## Why a lopsided bend has an even-sided well

Swinging one hydrogen of CH₃I by 30° towards a neighbouring hydrogen costs almost the same energy as swinging it 30° away: 0.712 against 0.706 eV with CCSD(T). The two motions are not mirror images, since they strain different angles. A simple spring model traces the agreement to a cancellation: the angle being scanned and the two angles that must follow it are lopsided in opposite senses, and around a nearly tetrahedral carbon the two effects almost cancel.

Rigid scan of the H5–C–H3 bend in gas-phase CH₃I, computed with Ansatz 0.2.0 in the def2-TZVPP basis with a def2 core potential on iodine. Energies at each level are relative to that level's energy at the PBE0-D4/def2-TZVP minimum structure (111.2°). CCSD(T) uses frozen cores, with the filled d shell of iodine correlated.

```
bend (°)  CCSD(T) (eV)  PBE-D4 (eV)  r2SCAN-D4 (eV)  B3LYP-D4 (eV)
    81.2        0.7121       0.6710          0.7024         0.7039
    88.7        0.3994       0.3763          0.3951         0.3943
    96.2        0.1771       0.1665          0.1755         0.1739
   103.7        0.0441       0.0412          0.0438         0.0426
   111.2        0.0000       0.0000          0.0000         0.0000
   118.7        0.0446       0.0423          0.0435         0.0455
   126.2        0.1776       0.1672          0.1736         0.1785
   133.7        0.3985       0.3738          0.3894         0.3978
   141.2        0.7060       0.6602          0.6891         0.7019
```

### What moves

The column "bend" is the angle H5–C–H3. Only H5 moves, on a circle about the carbon, while the other four atoms stay where they are. It therefore changes its angle to H4 and to iodine as well. When the scanned angle closes to 81.2°, H5–C–I opens from 108° to 119°, and H5–C–H4 opens too. When the scanned angle widens to 141.2°, both of the others close to about 92–93°.

One end of the scan thus has a single badly squeezed angle and two mildly widened ones. The other end has a single badly widened angle and two squeezed ones. The energies are costs of this rigid motion. In a molecule whose other atoms could give way, the same bend would cost less.

### From small swings to large ones

For a very small displacement the shape of the well needs no special cause. At a minimum the energy has no slope, so it starts as the square of the displacement, whatever forces act. What calls for an explanation is that this law survives so far out. Averaged over the two sides, the CCSD(T) cost grows 16-fold when the swing grows fourfold, from 7.5° to 30°, just as a parabola demands.

A bond that is stretched and compressed by equal amounts behaves differently. Compression soon becomes dearer than extension, because the repulsion at short range is steep and no other coordinate makes up for it. An angle at a crowded carbon also resists closing more than opening, but in this motion some angles open while others close.

The simplest picture gives each of the three angles at H5 the same spring, with an energy proportional to the square of its change in degrees. This picture fails. The open end changes the two accompanying angles more than the closed end does, so it should cost about 20% more. The calculation puts it 1% lower.

### Springs that know about crowding

A better spring acts on the cosine of the angle. By the law of cosines, the squared distance between two atoms bound to the same carbon is linear in the cosine of the angle between their bonds. With the bond lengths fixed, as they are here, a spring in the cosine is therefore a spring in that squared distance, which is a simple measure of crowding. Per degree, the cosine changes fastest at 90° and hardly at all near 180°. An angle of about 110° thus stiffens as it closes towards 90° and softens as it opens.

The model adds three such terms with one common constant K:

E = K × [sum of (cos θ − cos θ₀)² over the three angles at H5]

Here θ is an angle in the displaced molecule and θ₀ the same angle at the minimum. A fit to all nine CCSD(T) rows gives K ≈ 2.05 eV. The closed end, which was part of that fit, works out as follows:

- H5–C–H3 goes from 111.2° to 81.2°. The cosine changes by 0.153 + 0.362 = 0.515, whose square is 0.265.
- H5–C–I goes from 107.7° to 119.0°. The cosine changes by −0.485 + 0.304 = −0.181, whose square is 0.033.
- H5–C–H4 goes from 111.2° to 125.3°. The cosine changes by −0.578 + 0.362 = −0.216, whose square is 0.047.

Added before rounding, the squares come to 0.344. Multiplied by 2.05 eV, this gives 0.705 eV, 1% below the CCSD(T) value.

The same sum at the open end shows how the balance arises. The scanned angle now contributes only (−0.779 + 0.362)² = 0.174, because a widening angle is soft. The two accompanying angles, now squeezed, contribute about as much again. At the closed end the scanned angle carries 77% of the strain, at the open end 51%, yet the totals differ by only 1%.

### The tetrahedral limit

The cancellation has a geometrical root, which is clearest if all angles at the carbon are exactly tetrahedral. Let H5 swing by an angle δ in any direction. The four bond directions of a tetrahedron are spread so evenly that the squared components of any displacement along them add up to the same total, whichever way the displacement points. Taking away the part along H5's own old bond leaves the strain against the three neighbours:

(8/3)(1 − cos δ) − (1 − cos δ)²

Only the size of δ enters, not its direction. Towards a neighbour or away from it, the cost is then the same. The angles of CH₃I, 108° and 111°, are close enough to this limit for the balance to survive.

This argument needs three equal springs, and equality between iodine and hydrogen is an assumption. If the spring to iodine is removed altogether, the model makes the closed end 14% dearer than the open one. The near-perfect balance in the table therefore fits an iodine spring of about the same strength as the others. It does not measure that strength, since unequal constants and couplings between the angles could offset each other.

To try the model on another centre with four neighbours, list which angles close and which open, and add their squared cosine changes. In the model, similar springs and nearly tetrahedral angles lead to an even-sided well, while a weak spring on one side tips the balance. Only CH₃I has been tested here.

### Where the model falls short

The cosine model explains the balance between the sides better than the growth along each side. Its cost rises 15-fold from 7.5° to 30°, not 16-fold. As a result it lies 5 to 7% above CCSD(T) at the smallest swings and 1% below it at the ends. A plain parabola in the scanned angle follows the numbers more closely, but it only describes them and leaves the balance unexplained.

The CCSD(T) energies thus stiffen at large swings compared with the cosine springs. Steep repulsion between H3 and H5 is an obvious suspect, since at the closed end they are only 1.4 Å apart, compared with 1.8 Å at the minimum. Yet the model falls short by the same 7 meV at the open end, where no two hydrogens come that close. This one contact is therefore unlikely to be the whole cause, and the energies alone do not identify the rest.

### The small reversal near the minimum

The closed side is the dearer one at 30°, but at 7.5° and 15° CCSD(T) makes it cheaper by half a meV. B3LYP-D4 shows the same reversal more strongly, with 0.0426 against 0.0455 eV at 7.5°. With r2SCAN-D4 the closed side is dearer at every distance. The sign of this small tilt thus depends on the method and is no firm property of the molecule.

A likely source is the common starting structure. All energies are counted from the PBE0-D4 minimum, which need not be the minimum of the other methods. If a method prefers a slightly smaller angle, its energy curve has a small slope at the shared zero. That slope matters most close to the minimum and is overtaken further out. For B3LYP-D4 a shift of only 0.12° along this path would produce the tilt seen at 7.5°. The way the tilt grows supports this reading. It rises only from 2.9 meV at 7.5° to 4.6 meV at 15°, whereas in a lopsided well with no slope at its zero it would start out growing about eightfold for each doubling of the swing.

### What the choice of method changes

PBE-D4 keeps the shape of the well but makes it too shallow. Its cost lies 5 to 7% below CCSD(T) in every displaced row, on both sides alike, in line with the known tendency of this functional towards soft bends. Since a vibrational frequency follows the square root of the stiffness, such an error would lower the frequency of this motion by about 3%.

B3LYP-D4 and r2SCAN-D4 stay much closer to CCSD(T), within about 0.02 eV everywhere. Gaps of a few meV should not be used to rank them, because the CCSD(T) values may themselves shift by that much in a larger basis. The output below compares the parabola, the angle springs and the cosine springs row by row.

The analysis program printed:

```
fit of ccsd_t on 9 rows: coefficient of qone 2.587 +/- 0.0034; rms 0.00146, worst 141.2 0.00311, leave-one-out rms 0.00227
fit of ccsd_t on 9 rows: coefficient of qang 1.707 +/- 0.053; rms 0.0347, worst 81.2 -0.0749, leave-one-out rms 0.0517
fit of ccsd_t on 9 rows: coefficient of qcos 2.048 +/- 0.012; rms 0.0067, worst 88.7 0.00959, leave-one-out rms 0.0082
Angles, distance and model costs:
    row  H5-C-I (deg)  H5-C-H4 (deg)  H3...H5 (A)  parabola (eV)  angle springs (eV)  cosine springs (eV)
   81.2           119          125.3        1.419         0.7091              0.6372               0.7048
   88.7         116.8          122.4        1.524         0.3989              0.3716                0.409
   96.2         114.1          119.1        1.623         0.1773              0.1706               0.1858
  103.7           111          115.3        1.714        0.04432             0.04388              0.04704
  111.2         107.7          111.2        1.799              0                   0                    0
  118.7         104.1          106.8        1.875        0.04432             0.04591              0.04693
  126.2         100.3          102.3        1.944         0.1773              0.1868                0.185
  133.7         96.36          97.58        2.004         0.3989              0.4261               0.4063
  141.2         92.36          92.81        2.056         0.7091              0.7656               0.6986
CCSD(T) cost closed less open at 30 deg (meV): 6.1
CCSD(T) cost closed less open at 7.5 deg (meV): -0.5
Cost ratio closed/open at 30 deg, CCSD(T): 1.009
Same ratio, equal angle springs: 0.8323
Same ratio, equal cosine springs: 1.009
Same ratio, cosine springs without iodine: 1.144
Growth of side-averaged cost from 7.5 to 30 deg, CCSD(T) (parabola 16): 15.99
Same growth, equal angle springs: 15.62
Same growth, equal cosine springs: 14.93
Share of scanned angle in cosine-spring cost, closed end (%): 76.96
Share of scanned angle in cosine-spring cost, open end (%): 51.16
PBE-D4 below CCSD(T), summed over all rows (%): 6.05
Shift of minimum that would give the B3LYP-D4 tilt at 7.5 deg (deg): -0.1234
Same shift for CCSD(T) (deg): -0.02114
```
